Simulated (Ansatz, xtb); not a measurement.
**Two isomers of C2H8OSSi**

Structure I: `C[Si](C)(O)S`, a singlet. Structure II: `C[Si@@H](O)CS`, a singlet. Both are isolated molecules in the gas phase, relaxed with r2SCAN-D4/def2-SVP; the shapes shown needn't be the lowest conformers.

I (Å):

```
atom    x (Å)    y (Å)    z (Å)
   C   0.1911   0.9331  -0.2541
   C  -1.2501  -1.3679   1.2581
   O  -2.6954   0.4869  -0.2872
   S  -0.9885  -1.5970  -1.9863
  Si  -1.2188  -0.2979  -0.2619
   H   1.1674   0.4249  -0.2067
   H   0.1841   1.5715  -1.1529
   H   0.1052   1.5970   0.6223
   H  -2.0297  -2.1417   1.1767
   H  -1.4791  -0.7561   2.1460
   H  -0.2830  -1.8686   1.4193
   H  -2.9933   0.8128  -1.1442
   H  -0.3344  -0.6761  -2.7282
```

II (Å):

```yaml
atoms:
  - { symbol: C, position_ang: [1.8630, -0.6784, -0.8107] }
  - { symbol: C, position_ang: [0.7957, -0.5718, 2.1310] }
  - { symbol: O, position_ang: [-0.8071, -1.4010, -0.1031] }
  - { symbol: S, position_ang: [-0.7613, -0.4885, 3.1073] }
  - { symbol: Si, position_ang: [0.4066, -0.3287, 0.2960] }
  - { symbol: H, position_ang: [1.5807, -0.5633, -1.8695] }
  - { symbol: H, position_ang: [2.2236, -1.7098, -0.6696] }
  - { symbol: H, position_ang: [2.6971, 0.0123, -0.6074] }
  - { symbol: H, position_ang: [-0.0425, 1.0954, 0.1432] }
  - { symbol: H, position_ang: [-1.4684, -1.4791, 0.6015] }
  - { symbol: H, position_ang: [1.1732, -1.5950, 2.2996] }
  - { symbol: H, position_ang: [1.5461, 0.1218, 2.5461] }
  - { symbol: H, position_ang: [-1.1128, 0.7648, 2.7353] }
```

Question: Estimate which is lower in electronic energy at CCSD(T)/def2-SVP + ΔMP2/def2-TZVPP, and by roughly how much.

Answer: The CCSD(T)/def2-SVP + ΔMP2/def2-TZVPP calculation puts structure I lower, by 29.1 kcal/mol.

How the difference moves with the method:

| level | geometry | E(II) − E(I) (kcal/mol) | departure from the last row (kcal/mol) | job, with rough time for the two |
| --- | --- | --- | --- | --- |
| GFN2-xTB | GFN2-xTB | +15.8 | −13.2 | optimisation, 0.22 s |
| HF/STO-3G | GFN2-xTB | +22.7 | −6.3 | single point, 0.58 s |
| r2SCAN-D4/def2-SVP//GFN2-xTB | GFN2-xTB | +27.7 | −1.3 | single point, 4.7 s |
| r2SCAN-D4/def2-SVP | r2SCAN-D4/def2-SVP | +29.9 | +0.8 | optimisation, 3.3 min |
| HF/def2-SVP | r2SCAN-D4/def2-SVP | +29.6 | +0.5 | part of the CCSD(T) run |
| MP2/def2-SVP | r2SCAN-D4/def2-SVP | +29.0 | −0.1 | part of the CCSD(T) run |
| CCSD(T)/def2-SVP | r2SCAN-D4/def2-SVP | +27.7 | −1.4 | single point |
| CCSD(T)/def2-SVP + ΔMP2/def2-TZVPP | r2SCAN-D4/def2-SVP | +29.1 |  | single point, 33 s |

As drawn, II has 1 C–S, 1 Si–H in place of 1 S–Si, 1 C–H.

The levels shown agree on the order. The largest departure from CCSD(T)/def2-SVP + ΔMP2/def2-TZVPP is that of GFN2-xTB, 13.2 kcal/mol. The last row adds to CCSD(T) the change of the MP2 difference between the two basis sets, here +1.4 kcal/mol.

With thermal terms from frequencies at re-optimised GFN2-xTB minima (ideal gas, soft modes damped towards free rotors, one conformer each, 298.15 K, 1 atm): the zero-point term adds −1.1 kcal/mol; ΔH is +27.5 and ΔG +28.5 kcal/mol.

The correlated steps freeze 13 core orbitals. Mirror images aren't counted in ΔG. Codes used: Ansatz 0.2.0, xtb 6.7.1; the last row on 2 threads of Intel(R) Xeon(R) Platinum 8375C CPU @ 2.90GHz (Ice Lake) on a shared host.

Structure I is clearly favoured, by 29.1 kcal/mol, and the preference follows from which partners silicon and carbon bind. Going from I to II trades an Si–S and a C–H bond for a C–S and an Si–H bond. Electropositive silicon gains more from a polar bond to sulfur than carbon does, while hydrogen binds more strongly to carbon, whose compact valence orbitals overlap better with its 1s orbital. Both effects favour I, though the total energies don't separate their shares.

Hartree–Fock with the def2-SVP basis already gives +29.6 kcal/mol, so the preference doesn't hinge on differential correlation. The near-exact match of MP2/def2-SVP is partly fortuitous: its offset from CCSD(T) in the same basis nearly cancels the missing basis-set correction. The negative zero-point term fits the softer Si–H vibrations replacing C–H ones in II, but is far too small to threaten the order. This thermodynamic preference says nothing about how readily II would rearrange to I, since that requires breaking strong bonds.
